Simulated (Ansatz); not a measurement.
**Ligand exchange: InH2(SH) + SnH2(SH)2 → InH(SH)2 + SnH3(SH)**

Species: InH2(SH), singlet; SnH2(SH)2, singlet; InH(SH)2, singlet; SnH3(SH), singlet. The partners trade H for SH: In–H and Sn–SH bonds give way to In–SH and Sn–H.

Shapes, held fixed at every level: PBE0-D4/def2-TZVP. Flexible molecules stand in one conformer, not always the lowest. Programs: Ansatz 0.2.0. Electronic energies: no zero-point or thermal term.

| level | kind | ΔE (kJ/mol) | less CCSD(T)/def2-TZVPP | CPU time (sum over the molecules) |
| --- | --- | --- | --- | --- |
| SPW92/def2-TZVPP | LDA | -28.6 | +4.3 | 8.2 s |
| PBE-D4/def2-TZVPP | GGA | -26.9 | +6.0 | 13 s |
| r2SCAN-D4/def2-TZVPP | meta-GGA | -29.4 | +3.5 | 24 s |
| B3LYP-D4/def2-TZVPP | global hybrid | -28.0 | +4.9 | 22 s |
| BHLYP-D4/def2-TZVPP | global hybrid | -30.2 | +2.7 | 17 s |
| MP2/def2-SVP | perturbation theory | -34.4 | -1.5 | – |
| CCSD/def2-SVP | coupled cluster or CI | -34.3 | -1.4 | – |
| CCSD(T)/def2-TZVPP | coupled cluster or CI | -32.9 | 0.0 | 3 min |

The highest level, CCSD(T)/def2-TZVPP, gives ΔE = -32.9 kJ/mol; the levels span -34.4 to -26.9. The column of differences is taken from that level and isn't an error. No measured value is set beside it here. For atoms past krypton def2 sets carry core potentials with scalar relativity. Correlated rows may include outer-core shells of In, Sn, which these sets cover unevenly. Times are processor times on shared x86 and Arm servers, and rough.

Every level places the products below the reactants, so the preference for thiolate on indium and hydride on tin does not hinge on the treatment of correlation. The likely cause is the vacant 5p orbital of three-coordinate indium(III), which can accept π density from a sulfur lone pair. Four-coordinate tin(IV) has no such orbital and offers only weaker donation into σ* orbitals. The more polar In–S bond should work in the same direction, though the energies don't separate the two effects or isolate individual bond strengths.

The density functionals all give a less exothermic exchange than CCSD(T), with PBE-D4 furthest away at -26.9 kJ/mol. Exact exchange alone does not order them, since r2SCAN-D4 lies beyond B3LYP-D4. MP2 and CCSD nearly coincide in the same small basis, but their offset from CCSD(T) mixes basis-set and triples effects. The preference applies to isolated monomers; in condensed phases, bridging through sulfur or hydride at indium could change the balance.
